Why is the equilibrium vacancy fraction exp(s_f/k)·exp(−h_f/kT), and which entropy sits in the prefactor?

Every text I open gives c = exp(s_f/k) exp(−h_f/kT) for thermal vacancies, but the routes differ. One book counts N!/(n!(N−n)!) arrangements and gets n/(N−n) = exp(−g_f/kT). Another counts (N+n)!/(N! n!) and gets n/(N+n). Which is right? The mixing entropy was used in the derivation, so why is there still an entropy in the prefactor? Is it counted twice? I would like to see the whole argument, where it fails, and what it gives for tungsten at 3000 K.

Answer

For a crystal of one element that makes its own vacancies, the number of atoms is fixed and the number of sites is not. The count is then (N+n)!/(N! n!), and the site fraction is exactly exp(−g_f/kT) within the model. The other count describes a fixed set of sites in contact with an outside reservoir, and it gives the same result once the reservoir is the crystal itself. Nothing is counted twice: the mixing entropy produces the ln c in the equilibrium condition, and s_f is everything else.

1. Premises and conventions

k is Boltzmann's constant, T the temperature, p the pressure. Lower-case g, h, s are per defect.

(P1) The crystal holds N identical atoms at fixed T and p, and all its lattice sites are equivalent.

(P2) Sites can be created and destroyed. An atom leaves an interior site and attaches at a surface step, a grain boundary or a dislocation jog. With n vacancies there are N + n sites, and the site fraction is c = n/(N+n).

(P3) The crystal is large enough that surface terms, which grow as N^(2/3), are negligible beside terms that grow as N.

(P4) Vacancies do not interact, except that two cannot share a site.

(P5) A vacancy on a given site has one internal state: it is neutral and has no orientational or spin degeneracy. No other defects are present.

Let G0(N,T,p) = N μ0 be the Gibbs energy of the perfect crystal. Define the formation Gibbs energy with the vacancy held on one named site:

g_f(T,p) = G(N atoms on N+1 sites, vacancy on a given site) − G0(N).   (1)

Both terms contain the same N atoms, so no reference state for a removed atom is needed. Because G0 is extensive, (1) is the same as the supercell form G(M−1 atoms on M sites) − [(M−1)/M] G0(M) for large M. The G in (1) includes relaxation, vibrations, thermal electronic excitation and the pV term. It cannot include any entropy from the choice of site, since the site was named. The formation entropy and enthalpy are defined from it as for any Gibbs energy:

s_f = −(∂g_f/∂T)_p,   h_f = g_f + T s_f.   (2)

2. Gibbs energy at given n

Take one definite arrangement of n vacancies. By P4 each costs g_f wherever the others are, so this arrangement has Gibbs energy G0 + n g_f. At fixed T and p its statistical weight is exp[−(G0 + n g_f)/kT]. All arrangements with the same n have the same weight. By P1 and P2 their number is the number of ways to choose n empty sites among N + n:

W(n) = (N+n)!/(N! n!).   (3)

Permutations of the atoms among the filled sites make no new state, because the atoms are identical. The total weight of the value n is W(n) times the weight of one arrangement. Writing it as exp[−G(n)/kT] gives

G(n) = G0 + n g_f − kT ln W(n).   (4)

The last term is −T S_conf with S_conf = k ln W. The most probable n is the one that minimises G(n).

3. Stirling's formula and the minimum

For large M, ln M! = M ln M − M + ½ ln(2πM) + O(1/M). Keep the first two terms for now. The linear terms cancel, since −(N+n) + N + n = 0, and

ln W = (N+n) ln(N+n) − N ln N − n ln n.   (5)

Differentiate with respect to n at fixed N, T, p. The first term gives ln(N+n) + 1, the second nothing, the third −ln n − 1:

∂ ln W/∂n = ln[(N+n)/n] = −ln c.

Then (4) gives

∂G/∂n = g_f + kT ln c.   (6)

This derivative is the chemical potential of the vacancies. It vanishes in equilibrium because, by P2, nothing conserves n. Setting (6) to zero,

c = n/(N+n) = exp(−g_f/kT).   (7)

The stationary point is the minimum. Differentiating (6) once more,

∂²G/∂n² = kT [1/n − 1/(N+n)] = kT N/[n(N+n)] > 0   (8)

for all n > 0, so G is convex and has one minimum. Since ln c → −∞ as n → 0, the slope (6) is negative at small n for any finite g_f. A large crystal at T > 0 therefore always contains vacancies. A solution with c < 1 needs g_f > 0.

Insert g_f = h_f − T s_f from (2):

c = exp(s_f/k) · exp(−h_f/kT).   (9)

No expansion in c was made between (5) and (9). Diluteness enters through P4 only.

Two by-products are needed below. Dividing terms of (5) as n ln[(N+n)/n] + N ln[(N+n)/N] gives ln W = −n ln c − N ln(1−c). Putting this in (4) and using g_f = −kT ln c, the terms in n cancel:

G_eq = G0 + N kT ln(1−c) ≈ G0 − n kT.   (10)

The chemical potential of the atoms follows from (4) and (5), with ∂ ln W/∂N = ln[(N+n)/N]:

μ = ∂G/∂N = μ0 + kT ln(1−c).   (11)

4. The same result without Stirling's formula

The model can be summed exactly, which shows what step 3 dropped. Let x = exp(−g_f/kT) < 1. Number the sites along any fixed path. The N atoms divide the path into N + 1 gaps, and an arrangement is a choice of how many vacancies lie in each gap. Each gap contributes the geometric series 1 + x + x² + … = 1/(1−x), so

Z = Σ_n W(n) xⁿ = (1−x)^−(N+1).   (12)

The mean and variance follow from x d/dx acting on ln Z once and twice:

⟨n⟩ = (N+1) x/(1−x),   var(n) = (N+1) x/(1−x)².   (13)

The first gives ⟨n⟩/(N+1+⟨n⟩) = x, which is (7) with N replaced by N + 1. That shift comes from the two gaps at the ends of the path and lies far below the surface terms dropped in P3. For x ≪ 1 the variance equals the mean and the distribution is of Poisson form, with relative width ⟨n⟩^(−1/2). The Gaussian estimate kT/(∂²G/∂n²) from (8) is n(N+n)/N = N x/(1−x)², in line with (13).

The dropped ½ ln(2πM) terms add 1/[2(N+n)] − 1/(2n) ≈ −1/(2n) to ∂ ln W/∂n. Since ln n + 1/(2n) ≈ ln(n + ½), they move the peak of the distribution down by about half a vacancy. So Stirling's formula needs n ≫ 1 to locate the peak, while the mean (13) holds for any n.

5. The fixed-site count

Now hold the number of sites M fixed, and send each removed atom to a reservoir of chemical potential μ. Removing one atom from a named site of the perfect crystal costs G(M−1 atoms on M sites) − G0(M) + μ. By the supercell form of (1), the first two terms equal g_f − μ0, so the cost is g_f + μ − μ0. The count is M!/(n!(M−n)!), and the two-term Stirling form has the n-derivative ln[(M−n)/n]. The minimum lies at

n/(M−n) = c/(1−c) = exp[−(g_f + μ − μ0)/kT].   (14)

If μ is set to μ0, this is the n/(N−n) = exp(−g_f/kT) of the question, with c = x/(1+x). But in an elemental crystal the reservoir is the crystal's own steps and jogs, in equilibrium with a bulk that contains vacancies, and its μ is given by (11). Then the right side of (14) is x/(1−c), the factors 1/(1−c) cancel, and c = x as in (7). The version with μ = μ0 differs from (7) by a relative amount x, and both tend to (9) as c → 0. Form (14) is the proper one when μ is imposed from outside on a fixed set of sites, as for oxygen vacancies in an oxide under a given oxygen pressure.

6. What s_f is, and what an Arrhenius plot gives

Condition (6) reads h_f − T s_f − T(−k ln c) = 0. One more vacancy costs h_f and brings two entropies. One is −k ln c, the gain in S_conf, which depends on c and so fixes it. The other is s_f, which by (1) belongs to a vacancy that stays on its site and does not depend on c.

The vibrational part shows what s_f is made of. A harmonic mode of angular frequency ω has free energy kT ln[2 sinh(u/2)] with u = ħω/kT, which expands as kT [ln u + u²/24 + …]. Both crystals in (1) have N atoms and so the same number of modes. With frequencies ω_i without the vacancy and ω′_i with it, the leading term gives kT Σ ln(ω′_i/ω_i). For frequencies independent of T this is linear in T, so by (2) it adds nothing to h_f and gives

s_f,vib = k Σ_i ln(ω_i/ω′_i),

positive when the modes soften. Thermal expansion, anharmonicity and electronic excitation add further terms, and these are in general not linear in T.

Hence h_f and s_f depend on T, and (9) holds with their values at the temperature in question. The local slope of an Arrhenius plot is still simple. From (7), ln c = −g_f/kT, and the Gibbs–Helmholtz relation ∂(g_f/T)/∂(1/T) = g_f − T ∂g_f/∂T = h_f gives

∂ ln c/∂(1/T) = −h_f(T)/k   at fixed p.   (15)

The tangent at T0 thus has slope −h_f(T0)/k and, by (9), intercept s_f(T0)/k at 1/T = 0. The plot is a straight line only if h_f is constant.

7. Range of validity

(a) Curvature. Let C_f = ∂h_f/∂T = T ∂s_f/∂T be the formation heat capacity, taken constant between T0 and T. Then h_f(T) = h_f(T0) + C_f (T−T0) and s_f(T) = s_f(T0) + C_f ln(T/T0). Insert these in (9) and subtract the straight line drawn from T0:

ln(c/c_line) = (C_f/k) [ln(T/T0) − 1 + T0/T].   (16)

The bracket starts at second order in T − T0 and is never negative. The straight line is good over a narrow window and, for C_f > 0, falls below the true curve on both sides.

(b) Interactions (P4). Let a pair of vacancies at separation j have interaction free energy w_j, and put f_j = exp(−w_j/kT) − 1 and σ = Σ_j f_j, summed over the sites around a given one and assumed to converge. W(n) is then multiplied by the average of the product of (1 + f) over all vacancy pairs. To leading order in c, the logarithm of this average is the sum over pairs of sites of c² f, which is (N+n) c² σ/2 = n² σ/[2(N+n)]. Its n-derivative is σ(c − c²/2) ≈ σc, so (6) gains −kT σ c, and

c ≈ x (1 + σ x).   (17)

Here c counts all empty sites, paired or not. The law (9) needs |σ| x ≪ 1. The same reasoning applies to solute atoms that bind vacancies, with the solute fraction in place of x, and this often matters more.

(c) Pressure. Since ∂g_f/∂p = v_f, the formation volume, c carries a factor exp(−p v_f/kT) when v_f is constant. One new site of volume Ω is added and the neighbours usually relax inwards, so v_f is typically below Ω in metals.

(d) Size (P3). A new site on a sphere of radius r adds the area 2Ω/r, so g_f shifts by an amount of order 2γΩ/r, with γ the surface free energy. This must be small beside kT.

(e) Equilibration (P2). Vacancies must reach sources and sinks a distance L apart within the time of observation, about L²/D_v. In a bcc lattice of constant a, a vacancy has 8 jumps of squared length 3a²/4, each at rate Γ, so D_v = 8 Γ (3a²/4)/6 = a² Γ. Quenched, irradiated or freshly deposited metal need not obey (9).

(f) Internal states (P5). A degeneracy θ multiplies W by θⁿ and c by θ. In semiconductors and insulators each charge state has its own g_f, which depends on the Fermi level; if that level is set by the charged defects themselves, the slope (15) is no longer the enthalpy of a single defect. In compounds μ is tied to composition and (14) applies.

8. Tungsten at 3000 K

The inputs are typical or approximate values: h_f ≈ 3.6 eV and s_f ≈ 3 k, both read as values for high temperature, bcc lattice constant a ≈ 3.22 Å at this temperature, melting point ≈ 3695 K.

kT = 0.2585 eV
h_f/kT = 13.93, exp(−h_f/kT) = 9.0 × 10⁻⁷
exp(s_f/k) = 20.1
T s_f = 0.776 eV, g_f = 2.824 eV, g_f/kT = 10.93
c = 1.8 × 10⁻⁵, or one site in 5.6 × 10⁴

With two sites per cubic cell, Ω = a³/2 = 16.7 Å³ and the site density is 6.0 × 10²² cm⁻³. The vacancy density is 1.1 × 10¹⁸ cm⁻³, and its inverse cube root, a mean spacing, is 9.8 nm, about 30 lattice constants. The configurational gain for one more vacancy is −k ln c = 10.9 k, beside s_f = 3 k. The average S_conf/n = −k ln c − k (N/n) ln(1−c) is 11.9 k; the extra k per vacancy is the term −n kT in (10). By (11) the vacancies lower μ by 4.7 × 10⁻⁶ eV.

The neglected terms have these sizes.

Choice of count: x against x/(1+x) differ by the relative amount 1.8 × 10⁻⁵.

Fluctuations: 1 mm³ holds 1.1 × 10¹⁵ vacancies, with relative width 3.0 × 10⁻⁸. A cube of edge 10 nm holds 1.1 on average, so there only the mean (13) has meaning.

Quantum correction: for a mode at a typical Debye temperature of about 400 K, u²/24 = 7.4 × 10⁻⁴.

Pairs: for a deliberately large assumed binding of 1 eV on the 8 nearest sites, exp(1 eV/kT) = 47.9 and σx = 7 × 10⁻³.

Pressure: with v_f set to Ω, p v_f is 1.1 × 10⁻⁵ eV at 1 atm. At 1 GPa it is 0.10 eV, which multiplies c by 0.67.

Size: with γ ≈ 3 J/m², 2γΩ/r is 6 × 10⁻⁴ eV at r = 1 µm, and about 0.1 eV at r = 5 nm, where P3 fails.

Self-interstitials: with a typical formation enthalpy near 10 eV, their Boltzmann factor is 2 × 10⁻¹¹ of that of the vacancy.

Equilibration: with Γ = ν exp(−h_m/kT), a typical migration enthalpy h_m ≈ 1.7 eV and ν of order 10¹³ s⁻¹, Γ = 1.4 × 10¹⁰ s⁻¹ and D_v = 1.4 × 10⁻⁵ cm²/s. For sinks 10 µm apart L²/D_v = 0.07 s, an order of magnitude only.

Curvature: this is the term that rivals the prefactor. For an illustrative C_f = 3 k, a line drawn from T0 = 1000 K has the bracket in (16) equal to 0.432 at 3000 K and gives a c too low by a factor 3.7, while h_f rises by 0.52 eV over the interval. A line drawn from 3000 K to the melting point is low by a factor of only 1.06. Low-temperature values of h_f and s_f should therefore not be carried to 3000 K.

For bulk, pure tungsten at ordinary pressure the statistical premises thus hold to better than one per cent, and the uncertainty lies in the inputs. A shift of 0.2 eV in h_f changes c by a factor 2.2, a shift of 1 k in s_f by a factor 2.7, and raising T by 30 K multiplies it by 1.15. The inputs were chosen so that the model reproduces the magnitude typically quoted for tungsten near melting, of order 10⁻⁴; the straight line gives 2.5 × 10⁻⁴ at 3695 K, which reflects that choice and tests nothing. The model's value at 3000 K is c ≈ 2 × 10⁻⁵, about 1 × 10¹⁸ vacancies per cm³, to be trusted within a factor of a few.